**Electron affinities of ten light atoms: errors of HF, MP2 and SCS-MP2**

The table holds electron affinities of H, Li, B, C, F, Al, Si, P, S and Cl from unrestricted HF, valence MP2 and SCS-MP2 (PySCF, aug-cc-pVQZ-DK, spin-free X2C), with a first-order spin-orbit correction and measured values. The program computes the error of each method, fits two electron-counting models to the correlation that HF misses, and splits the MP2 gain into opposite-spin and same-spin parts using the factors 1.2 and 1/3. HF is low in all rows (mean −1.00 eV), while MP2 errors run from −0.28 to +0.28 eV. A pair count with one fitted weight, $w = 0.58$, reproduces the same-spin share of the eight p-block rows to 1.6 percentage points and the SCS shift to 0.016 eV or better. The best two scale factors still leave an rms error of 0.14 eV, and CCSD(T) values for five rows lie 0.01 to 0.06 eV below measurement.

Electron affinities (energy to remove the anion's electron) for periods 1 to 3, from total energies in PySCF 2.14.0 with aug-cc-pVQZ-DK, spin-free X2C one-electron Hamiltonian and Gaussian nucleus. HF uses one real unrestricted determinant at highest spin; MP2 and SCS-MP2 correlate only the valence electrons. The spin-orbit correction (lowest level to lowest level) is not included in them.

## The fit in Python

```python
# Table: electron affinities (eV) of ten atoms, PySCF, unrestricted HF, valence MP2, SCS-MP2, aug-cc-pVQZ-DK,
# spin-free X2C, with first-order spin-orbit correction and measured values. Tested: errors of each method,
# pair-counting models for the correlation HF misses and for the same-spin share that sets the SCS shift.
T = {
    'species': ['H-', 'Li-', 'B-', 'C-', 'F-', 'Al-', 'Si-', 'P-', 'S-', 'Cl-'],
    'Z': [1, 3, 5, 6, 9, 13, 14, 15, 16, 17],
    'N': [2, 4, 6, 7, 10, 14, 15, 16, 17, 18],
    'config': ['1s2', '[He] 2s2', '[He] 2s2 2p2', '[He] 2s2 2p3', '[Ne]', '[Ne] 3s2 3p2', '[Ne] 3s2 3p3', '[Ne] 3s2 3p4', '[Ne] 3s2 3p5', '[Ar]'],
    'final': ['1s1', '[He] 2s1', '[He] 2s2 2p1', '[He] 2s2 2p2', '[He] 2s2 2p5', '[Ne] 3s2 3p1', '[Ne] 3s2 3p2', '[Ne] 3s2 3p3', '[Ne] 3s2 3p4', '[Ne] 3s2 3p5'],
    'fz_valence': [0, 2, 2, 2, 2, 10, 10, 10, 10, 10],
    'hf': [-0.33, -0.12, -0.31, 0.45, 1.17, 0.01, 0.84, -0.33, 0.87, 2.35],  # eV
    'mp2_valence': [0.47, 0.36, 0.22, 1.28, 3.7, 0.37, 1.4, 0.53, 2.01, 3.71],  # eV
    'scs_mp2_valence': [0.63, 0.46, 0.07, 0.99, 3.53, 0.27, 1.22, 0.62, 2.02, 3.62],  # eV
    'so': [0.0, 0.0, 0.0, 0.0, -0.02, 0.0, -0.02, 0.01, 0.0, -0.04],  # eV
    'ref': [0.754195, 0.618049, 0.279723, 1.26212, 3.40119, 0.43283, 1.38952, 0.746607, 2.0771, 3.61273],  # eV
    'kind': ['measured', 'measured', 'measured', 'measured', 'measured', 'measured', 'measured', 'measured', 'measured', 'measured'],
}
import numpy as np
from scipy.optimize import minimize_scalar
sp = list(T['species']); ix = {s: i for i, s in enumerate(sp)}
hf, mp, sc, so, ref = [np.array(T[k], float) for k in ('hf', 'mp2_valence', 'scs_mp2_valence', 'so', 'ref')]
v = np.array(T['N'], int) - np.array(T['fz_valence'], int); Z = np.array(T['Z'], int)
# new valence pairs of the added electron, highest-spin filling; v = correlated electrons of the anion
no = np.where(v > 5, 4, 1); ns = np.where(v == 2, 0, np.where(v > 5, v - 5, v - 2))
partner = ((v == 2) | (v > 5)).astype(int); other = v - 1 - partner
need = ref - so - hf; g = mp - hf; gs = sc - hf
eh, em, es = hf + so - ref, mp + so - ref, sc + so - ref
rms = lambda x: float(np.sqrt(np.mean(x**2)))
row = lambda m, x, f='%+.2f': ' '.join(sp[i] + ' ' + f % y for i, y in zip(np.where(m)[0], x))
print('Errors = method + spin-orbit - measured, eV (rounding up to 0.01); needed = measured - so - HF')
print('ion   HF err  MP2 err  SCS err  needed  MP2 %  SCS % of needed')
for i, s in enumerate(sp):
    print('%-4s %+6.2f  %+6.2f  %+6.2f  %6.2f  %5.0f  %5.0f' % (s, eh[i], em[i], es[i], need[i], 100*g[i]/need[i], 100*gs[i]/need[i]))
for n, e in (('HF', eh), ('MP2', em), ('SCS', es)):
    k = np.argmax(abs(e)); print('%s: mean %+.2f, mean abs %.2f, worst %s %+.2f eV' % (n, e.mean(), abs(e).mean(), sp[k], e[k]))
d = lambda x: x[ix['P-']] - x[ix['Si-']]
print('Si to P change, eV: HF %+.2f MP2 %+.2f SCS %+.2f measured %+.2f (less so %+.2f); needed %+.2f' % (d(hf), d(mp), d(sc), d(ref), d(ref-so), d(need)))
for gn, m in (('H-F', Z < 10), ('Al-Cl', Z > 10)):
    for mn, A in (('partner, others', np.c_[partner, other]), ('opposite, same', np.c_[no, ns])):
        c = np.linalg.lstsq(A[m].astype(float), need[m], rcond=None)[0]; r = A[m] @ c - need[m]
        print('needed, %s, counts (%s): %.2f, %.2f eV; rms %.2f; model-table %s' % (gn, mn, c[0], c[1], rms(r), row(m, r)))
co, cs = 1.2, 1/3
OS = (gs - cs*g)/(co - cs); SS = g - OS; share = SS/g
p = v > 2; mod = lambda w: w*ns/(w*ns + no)
w = minimize_scalar(lambda x: rms((mod(x) - share)[p]), bounds=(0.05, 3), method='bounded').x
shift = sc - mp; pred = g*((co - 1) - (co - cs)*mod(w))
print('Split with factors 1.2 and 1/3; rounding up to 0.012 (OS), 0.014 (SS) eV; break-even share %.1f %%' % (100*(co-1)/(co-cs)))
print('ion  n_os n_ss  gain    OS     SS   share %  count %  SCS-MP2  from count (eV)')
for i, s in enumerate(sp):
    print('%-4s %3d %4d  %5.2f  %5.2f  %5.2f  %5.0f  %6.0f  %+7.2f  %+7.2f' % (s, no[i], ns[i], g[i], OS[i], SS[i], 100*share[i], 100*mod(w)[i], shift[i], pred[i]))
print('share, 8 p rows: w = %.2f, rms %.1f points; w = 1 rms %.1f; constant %.0f %% rms %.1f' % (w, 100*rms((mod(w)-share)[p]), 100*rms((mod(1.0)-share)[p]), 100*share[p].mean(), 100*share[p].std()))
print('SCS-MP2 from count, p rows: rms miss %.3f, largest %.3f eV (rounding up to 0.01)' % (rms((pred-shift)[p]), abs(pred-shift)[p].max()))
A = np.c_[OS, SS]; c = np.linalg.lstsq(A, need, rcond=None)[0]; r = A @ c - need
print('best two factors, all rows: OS %.2f, SS %.2f; rms %.2f eV (MP2 %.2f, SCS %.2f)' % (c[0], c[1], rms(r), rms(em), rms(es)))
print('  errors left, eV:', row(v > 0, r))
print('OS factor needed:', row(~p, (need/g)[~p], '%.2f'))
print('SS factor needed at OS 1.2 (P- poorly fixed, small SS):', row(p, ((need - co*OS)/np.where(p, SS, 1))[p], '%.2f'))
# further outputs of the same runs (valence CCSD, CCSD(T), eV, spin-free)
cc = {'C-': (1.158, 1.234), 'Si-': (1.331, 1.397), 'P-': (0.605, 0.679), 'S-': (1.934, 2.024), 'Cl-': (3.493, 3.592)}
print('ion  MP2-CCSD(T)  SCS-CCSD(T)  triples  CCSD(T)+so-measured (eV)')
ec = []
for s, (a, b) in cc.items():
    i = ix[s]; ec.append(b + so[i] - ref[i])
    print('%-4s %+8.2f  %+10.2f  %+9.2f  %+9.2f' % (s, mp[i] - b, sc[i] - b, b - a, ec[-1]))
assert np.all(eh < 0)
assert np.all(abs(SS[~p]) < 0.02) and 0 < w < 1
big = abs(shift) > 0.02
assert np.all(np.sign(pred[big]) == np.sign(shift[big]))
assert all(-0.08 < e < 0 for e in ec)
```

It prints:

```
Errors = method + spin-orbit - measured, eV (rounding up to 0.01); needed = measured - so - HF
ion   HF err  MP2 err  SCS err  needed  MP2 %  SCS % of needed
H-    -1.08   -0.28   -0.12    1.08     74     89
Li-   -0.74   -0.26   -0.16    0.74     65     79
B-    -0.59   -0.06   -0.21    0.59     90     64
C-    -0.81   +0.02   -0.27    0.81    102     66
F-    -2.25   +0.28   +0.11    2.25    112    105
Al-   -0.42   -0.06   -0.16    0.42     85     61
Si-   -0.57   -0.01   -0.19    0.57     98     67
P-    -1.07   -0.21   -0.12    1.07     81     89
S-    -1.21   -0.07   -0.06    1.21     94     95
Cl-   -1.30   +0.06   -0.03    1.30    104     97
HF: mean -1.00, mean abs 1.00, worst F- -2.25 eV
MP2: mean -0.06, mean abs 0.13, worst H- -0.28 eV
SCS: mean -0.12, mean abs 0.14, worst C- -0.27 eV
Si to P change, eV: HF -1.17 MP2 -0.87 SCS -0.60 measured -0.64 (less so -0.67); needed +0.50
needed, H-F, counts (partner, others): 0.93, 0.21 eV; rms 0.12; model-table H- -0.15 Li- +0.20 B- +0.05 C- +0.04 F- -0.05
needed, H-F, counts (opposite, same): 0.61, -0.00 eV; rms 0.25; model-table H- -0.47 Li- -0.12 B- +0.02 C- -0.21 F- +0.20
needed, Al-Cl, counts (partner, others): 0.49, 0.14 eV; rms 0.02; model-table Al- -0.00 Si- -0.01 P- -0.01 S- -0.01 Cl- +0.03
needed, Al-Cl, counts (opposite, same): 0.24, 0.11 eV; rms 0.02; model-table Al- +0.03 Si- -0.01 P- +0.02 S- -0.02 Cl- -0.01
Split with factors 1.2 and 1/3; rounding up to 0.012 (OS), 0.014 (SS) eV; break-even share 23.1 %
ion  n_os n_ss  gain    OS     SS   share %  count %  SCS-MP2  from count (eV)
H-     1    0   0.80   0.80   0.00      0       0    +0.16    +0.16
Li-    1    0   0.48   0.48  -0.00     -1       0    +0.10    +0.10
B-     1    2   0.53   0.23   0.30     56      54    -0.15    -0.14
C-     1    3   0.83   0.30   0.53     63      64    -0.29    -0.29
F-     4    3   2.53   1.75   0.78     31      30    -0.17    -0.16
Al-    1    2   0.36   0.16   0.20     55      54    -0.10    -0.10
Si-    1    3   0.56   0.22   0.34     60      64    -0.18    -0.20
P-     4    1   0.86   0.77   0.09     11      13    +0.09    +0.08
S-     4    2   1.14   0.89   0.25     22      22    +0.01    +0.01
Cl-    4    3   1.36   0.94   0.42     31      30    -0.09    -0.09
share, 8 p rows: w = 0.58, rms 1.6 points; w = 1 rms 11.8; constant 41 % rms 18.6
SCS-MP2 from count, p rows: rms miss 0.009, largest 0.016 eV (rounding up to 0.01)
best two factors, all rows: OS 1.16, SS 0.59; rms 0.14 eV (MP2 0.17, SCS 0.16)
  errors left, eV: H- -0.15 Li- -0.18 B- -0.14 C- -0.15 F- +0.24 Al- -0.12 Si- -0.11 P- -0.12 S- -0.03 Cl- +0.04
OS factor needed: H- 1.36 Li- 1.54
SS factor needed at OS 1.2 (P- poorly fixed, small SS): B- 1.04 C- 0.85 F- 0.19 Al- 1.15 Si- 0.90 P- 1.57 S- 0.56 Cl- 0.41
ion  MP2-CCSD(T)  SCS-CCSD(T)  triples  CCSD(T)+so-measured (eV)
C-      +0.05       -0.24      +0.08      -0.03
Si-     +0.00       -0.18      +0.07      -0.01
P-      -0.15       -0.06      +0.07      -0.06
S-      -0.01       -0.00      +0.09      -0.05
Cl-     +0.12       +0.03      +0.10      -0.06
```
